**Q:** I work with MoTe₂, a crystal built of sheets, and I need its dielectric constants when the lattice is stretched. One volume in your series is blank. Can you tell me what belongs there before you look?

**A:** I can try, because the neighbouring volumes are known and the geometry of the blank row is too. In the table, xx and yy are the dielectric constants for a field along the sheets, and zz is the one for a field across them. The hexagonal symmetry makes xx and yy equal. Only the electrons respond here, with the atoms held still, so a slow capacitor measurement would contain an ionic part that is absent from these numbers.

Ansatz 0.2.0, r2SCAN with PAW and plane waves (500 eV cutoff, 9×9×2 k mesh, fixed occupations, no spin–orbit coupling), for bulk MoTe₂ (P6₃/mmc, six-atom cell). The cells are the r2SCAN-rVV10 structure and hydrostatically strained copies of it, with atoms relaxed in r2SCAN-rVV10; the dielectric constants are for clamped ions.

| volume (Å³/atom) | c/a | shortest distance (Å) | electronic dielectric xx | electronic dielectric yy | electronic dielectric zz |
| --- | --- | --- | --- | --- | --- |
| 22.714 | 4.0024 | 2.685 | 19.778 | 19.778 | 12.926 |
| 23.431 | 4.0023 | 2.694 | 19.380 | 19.380 | 11.595 |
| 24.164 | 4.0023 | 2.703 | 19.098 | 19.098 | 10.497 |
| 24.911 | 4.0023 | 2.712 | 18.911 | 18.911 | 9.560 |
| 25.673 | 4.0023 | 2.721 | 18.825 | 18.825 | 8.733 |
| 26.451 | 4.0022 | 2.729 | ? | ? | ? |
| 27.245 | 4.0023 | 2.738 | 18.948 | 18.948 | 7.472 |
| 28.054 | 4.0023 | 2.747 | 19.147 | 19.147 | 6.962 |
| 28.879 | 4.0023 | 2.755 | 19.409 | 19.409 | 6.515 |

**Q:** Across the sheets the constant roughly halves. Isn't that simply because there is less material per volume?

**A:** Dilution is only part of it. The volume grows by 27% from the first row to the last. If each atom kept its share of the response, zz − 1 would drop from about 12 to 12/1.27, or about 9.4. The calculation gives about 5.5, so something beyond dilution is at work.

The place where the expansion goes is the clue. The cell edges and the Mo–Te distance fix the positions of the Te planes, and from them the gap between the facing Te planes of neighbouring sheets. That gap widens from 3.14 to 3.87 Å, while the sheets, measured from Te plane to Te plane, become slightly thinner. All the added height therefore goes into the gaps. These are distances between atomic centres, and the electron clouds of the Te atoms fill much of them, so only a part of each gap acts as empty space.

**Q:** Why should a wider gap matter so much for a field across the sheets?

**A:** Think of a capacitor filled with a glass plate and an air gap, one behind the other. The displacement field D is the same in both, but the electric field is D divided by the local dielectric constant, so it is strongest in the air. A thin air gap can then take up a large part of the voltage. The picture has its bounds: glass has a sharp surface and a fixed constant, whereas the electron cloud of a MoTe₂ sheet fades out gradually and the sheet itself is being stretched sideways.

The same reasoning gives a formula. Averaging the electric field over the cell height c shows that 1/zz is the average of the local inverse dielectric constant. Multiplying by c, one finds that c(1 − 1/zz) adds up contributions from the sheets alone, since empty space contributes zero. If the sheets keep their response while they move apart, this product is a fixed length S.

**Q:** Does it stay fixed?

**A:** To within 1% over the known rows. Put differently, a fixed S requires c/zz to grow by exactly as much as c does. From the first row to the last c grows by 1.13 Å and c/zz by 1.21 Å. The small difference is a slow drift in S, which the table doesn't trace to a single cause. A steady S doesn't mean that the sheets are unchanged, though. A sheet with a high dielectric constant already screens most of the field inside it, so S should depend mainly on how thick its electron cloud is, and only weakly on how easily the electrons inside it move.

**Q:** Then work out the blank row for me.

**A:** The volume and c/a give c = 14.32 Å. The average of S over the eight known rows, with the blank row left out, is 12.54 Å. Solving S = c(1 − 1/zz) for the dielectric constant gives zz = c/(c − S) = 14.32/1.78, or about 8.05 when the unrounded lengths are kept.

The formula also tells you the shape of the curve. When zz is large, c − S is small, and a little extra gap changes the ratio a lot. Later the same widening matters less. The known rows agree: the first step in volume lowers zz by 1.3, the last by only 0.45.

**Q:** And along the sheets? There the constant hardly moves.

**A:** Now the electric field, not D, is the same in sheet and gap, as for capacitors side by side. The sheets' contributions add directly, so c(xx − 1) would be constant if the sheets were unchanged. That would make xx fall steadily as c grows. It fails: at the largest volume unchanged sheets would give 18.5, while the calculation gives 19.4.

The likely reason is that the strain also pulls each sheet sideways, which should make its electrons easier to displace along the plane, though these rows can't separate that from the widening of the gaps. To follow the change, take (xx − 1) times the volume, a measure of the in-plane response per atom. Over the first step in volume it rises by about 1% while the volume rises by 3%, so dilution wins and xx falls. Over the last step it rises by about 4% against 3%, and xx climbs. The shallow minimum lies where the two rates are equal.

**Q:** What makes the electrons easier to displace?

**A:** Theory offers a reason that this table can't test. Longer bonds mean weaker overlap between Mo and Te orbitals, which brings many filled and empty levels closer together in energy. A field mixes such levels more readily. Testing this would take the whole absorption spectrum, which isn't available here, and I can't say from these data why the growth speeds up.

**Q:** Couldn't I just follow the band gap?

**A:** No. In the same calculations the smallest direct gap widens from 0.94 to 1.21 eV over the first three rows. If the response went as one over that gap squared, it would drop by about 40%, yet c(xx − 1) drops by less than 2%. From there to the largest volume the gap narrows to 0.84 eV, and the same rule would have the response double, but c(xx − 1) rises by only about 8%. So the rule gets the size badly wrong. Counted per atom, even the direction fails at first: (xx − 1) times the volume rises over the first three rows, while the gap widens. The gaps carry convergence warnings and lack spin–orbit coupling, but the mismatch is large. The dielectric constant collects transitions from all over the band structure, and the lowest one is a small part of the sum.

**Q:** So what do you write in the blank row?

**A:** For zz I write about 8.05, with a range of 7.90 to 8.20. It should lie between its neighbours and slightly below their midpoint, because the curve flattens as the gap opens.

For xx and yy I write about 18.84, with a range of 18.74 to 18.94. This comes from a smooth curve with three constants, fitted to the eight known rows. The constants trade against each other and have no separate meaning. The value should lie near the bottom of the curve, but whether it undercuts the row at 25.673 Å³/atom is too close to call. Both ranges are judgements, set wider than the misfits I expect near this row.

**Q:** Let's see the calculation.

The withheld rows as computed:

| volume (Å³/atom) | c/a | shortest distance (Å) | electronic dielectric xx | electronic dielectric yy | electronic dielectric zz |
| --- | --- | --- | --- | --- | --- |
| 26.451 | 4.0022 | 2.729 | 18.840 | 18.840 | 8.055 |

**Q:** Both are nearly exact. Should I trust the model to the third decimal?

**A:** No. The forecast for zz misses the computed value by about 0.001, but on the known rows the same model misses by up to 0.24. It gives too little at the smaller volumes and too much at the larger ones, because S isn't perfectly constant. The error changes sign between the two neighbours of the blank row, which is why it nearly vanishes there. The value does lie below the neighbours' midpoint of 8.10, as the shape of the curve required.

For xx and yy the miss is smaller still, and the reason is plainer: the curve is smooth and the row has known neighbours on both sides. That success tests the smoothness, not the cause. The new value is 0.015 above the one at 25.673 Å³/atom, well inside the runs' stated numerical error of about 0.1. The fitted curve has its minimum between these two rows, but an error that drifts with volume could move it.

**Q:** Does the hit in zz at least prove the picture of sheets and gaps?

**A:** Not by itself. A rival picture treats the crystal as round polarisable units, the Clausius–Mossotti formula, and its value for this row, 7.93, also falls inside my range. The compressed end separates them better: there the round units give 14.0 and the sheets 12.7, against a computed 12.9. In the three rows from 24.164 to 25.673 Å³/atom, though, the round units come closer, so the sheets don't win everywhere. At the most expanded volume the two miss by similar amounts in opposite directions. The formula for round units also gives the same constant in every direction, whereas in this row xx is more than twice zz. The printed analysis below compares the two pictures for zz row by row.

**Q:** What should I take back to my process line?

**A:** Ask first where the added space goes. If it opens gaps between the layers, the constant across them falls quickly, and most quickly when it starts out high. Along the layers the gaps only dilute, and stretching the layers themselves may undo that. Heating or squeezing a real crystal changes c/a, which these cells hold fixed, so don't read the table as a temperature or pressure curve. Semilocal functionals such as this one also usually put dielectric constants too high, which makes the trends safer to use than the absolute values.

Output of the analysis:

```
fit of slab_len on 8 rows: constant 12.54 +/- 0.012; rms 0.031, worst 28.879 0.0596, leave-one-out rms 0.0355
  rows outside the fit (model, value, miss): 26.451 12.54, 12.54, -0.000313
fit of electronic_dielectric_xx on 8 rows: coefficient of 1/v 53.54 +/- 0.49, constant -87.02 +/- 0.98, coefficient of v 52.31 +/- 0.49; rms 0.00575, worst 28.054 -0.0102, leave-one-out rms 0.0122
  rows outside the fit (model, value, miss): 26.451 18.84, 18.84, -0.000424
Layers and models:
     row  c in Å  Te-Te slab thickness in Å  gap between Te planes in Å  c(1-1/zz) in Å  zz from slabs  zz from round units  c(xx-1) in Å  xx from unchanged sheets
  22.714   13.61                      3.663                       3.142           12.56          12.73                14.03         255.6                     19.92
  23.431   13.75                      3.646                        3.23           12.57          11.36                12.15         252.7                     19.72
  24.164   13.89                      3.627                       3.319           12.57          10.27                10.71         251.4                     19.53
  24.911   14.03                      3.609                       3.409           12.57           9.39                9.589         251.4                     19.34
  25.673   14.18                       3.59                       3.499           12.55          8.664                8.681         252.7                     19.16
  26.451   14.32                      3.567                       3.592           12.54          8.054                7.933         255.4                     18.98
  27.245   14.46                      3.547                       3.683           12.52          7.532                7.306         259.5                     18.81
  28.054    14.6                      3.527                       3.774            12.5          7.083                6.775           265                     18.63
  28.879   14.74                      3.502                        3.87           12.48          6.691                6.317         271.4                     18.46
Forecast of zz at the withheld row from slabs: 8.054
Computed zz at the withheld row: 8.055
Slab forecast less computed zz at the withheld row: -0.001419
Midpoint of the two neighbours in zz: 8.103
Computed xx at the withheld row less xx at 25.673: 0.015
Largest miss of slabs in zz on known rows: 0.2398
Largest miss of round units in zz on known rows: 1.101
Largest miss of unchanged sheets in xx on known rows: 0.946
Growth of c from first to last row in Å: 1.134
Growth of c/zz from first to last row in Å: 1.21
Growth of one gap between Te planes from first to last row in Å: 0.728
Growth of volume from first to last row in percent: 27.14
Growth of (xx-1) times volume from first to last row in percent: 24.64
Change of c(xx-1) from first to third row in percent: -1.614
Change expected from first to third row if response went as 1/gap squared in percent: -39.79
```
